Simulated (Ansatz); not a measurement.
# TiRe: Boltzmann equation against the high-temperature formula — Ansatz, plane waves and PAW

Space group Pm-3m (No. 221), 2 atoms in the cell of the first input below: a = 3.082 Å, b = 3.082 Å, c = 3.082 Å, α = 90.00°, β = 90.00°, γ = 90.00°.

The structure is a measured one, not always of the ambient phase, relaxed without spin–orbit coupling to zero pressure (pressure 0.0 GPa with this functional, without spin–orbit coupling). Functional: PBEsol.

Input:

```yaml
crystal:
  lattice:
    - [3.0818222032, 0.0, 0.0]
    - [0.0, 3.0818222032, 0.0]
    - [0.0, 0.0, 3.0818222032]
  atoms:
    - { symbol: Ti, position: [0.5, 0.5, 0.5] }
    - { symbol: Re, position: [0.0, 0.0, 0.0] }
basis:
  ecutwfc: 420
  ecutrho_ratio: 4
kpoints:
  mp_grid: { grid: [12, 12, 12] }
hamiltonian:
  xc: pbesol
scf:
  occupations: { method: methfessel_paxton, width: 0.2 }
output: {}
phonons:
  supercell: [2, 2, 2]
  qpath:
    path:
      - [[0.0, 0.0, 0.0], [0.0, 0.5, 0.0], [0.5, 0.5, 0.0], [0.0, 0.0, 0.0], [0.5, 0.5, 0.5], [0.0, 0.5, 0.0]]
      - [[0.5, 0.5, 0.5], [0.5, 0.5, 0.0]]
    npoints: 6
  electrical_resistivity: { mesh: [24, 24, 24], temperatures: [50, 100, 200, 300, 500] }
  superconductivity: { mesh: [24, 24, 24], eliashberg_equations: false }
```

```bash
ansatz run input.yaml --threads 8 --pin off --max-ram 15360MiB --backend cpu --events-out ev --progress --plain --runs-dir out
```

Time: 89 s on 8 threads of Intel(R) Xeon(R) Platinum 8259CL CPU @ 2.50GHz (Skylake/Cascade Lake) (shared host), peak memory 2.7 GiB.

λ_tr,xx from the finest mesh down: 0.281, 0.294, 1.708. The next coarser mesh moves the resistivity at 300 K by 11 % along the axis that moves most.

The run gives λ_tr,xx = 0.281 and a Drude plasma energy ħω_p,xx = 7.88 eV.

Task: Estimate the resistivity along x at 300 K from the high-temperature formula.

Result: ħ/τ = 2π λ_tr k_B T = 0.0456 eV and ρ = 1/(ε0 ω_p² τ) = 5.46 μΩ cm. The Boltzmann solution gives 5.15 μΩ cm, so the estimate is 6 % high, which is less than the mesh moves the solution along x.

```
T (K)  ρ_xx (μΩ cm)  ρ_zz (μΩ cm)  formula, xx  R_H, field along x, y or z (10⁻¹¹ m³/C)
   50          0.16          0.16         0.91                                     13.5
  100          0.96          0.96         1.82                                     14.4
  200          3.08          3.08         3.64                                     14.6
  300          5.15          5.15         5.46                                     14.8
  500          9.22          9.22         9.10                                     15.2
```

At 300 K the next coarser mesh moves R_H by up to 4 %.

At 50 K the solution is 0.17 times the linear formula, and at 500 K 1.01 times. The formula is meant for temperatures above the phonon energies and for bands that vary little within k_B T.

Caveats: no spin-orbit coupling, which matters for these elements; not converged in the fine mesh; small supercell, couplings not converged in it.

The calculated resistivity falls far below the linear formula on cooling and approaches it near room temperature. This is the usual Bloch–Grüneisen behaviour: the formula assumes classically populated phonons, whereas at 50 K most modes are frozen out, and the remaining long-wavelength phonons scatter mainly through small angles and so relax the current weakly. The slight excess over the formula at 500 K cannot come from phonon freeze-out, which only lowers the resistivity. It may reflect band velocities and densities of states that vary within the thermal window, but it is too small to establish this.

The positive Hall coefficient indicates a predominantly hole-like response. In a metal with several d-derived sheets, however, it reflects Fermi-surface curvature and the distribution of scattering, not simply a hole count. Its modest rise with temperature probably comes from a changing distribution of scattering over the Fermi surface. Because the formula and the Boltzmann solution share the same electron–phonon coupling, their agreement near room temperature supports the simplified transport treatment, not the absolute resistivity of TiRe.
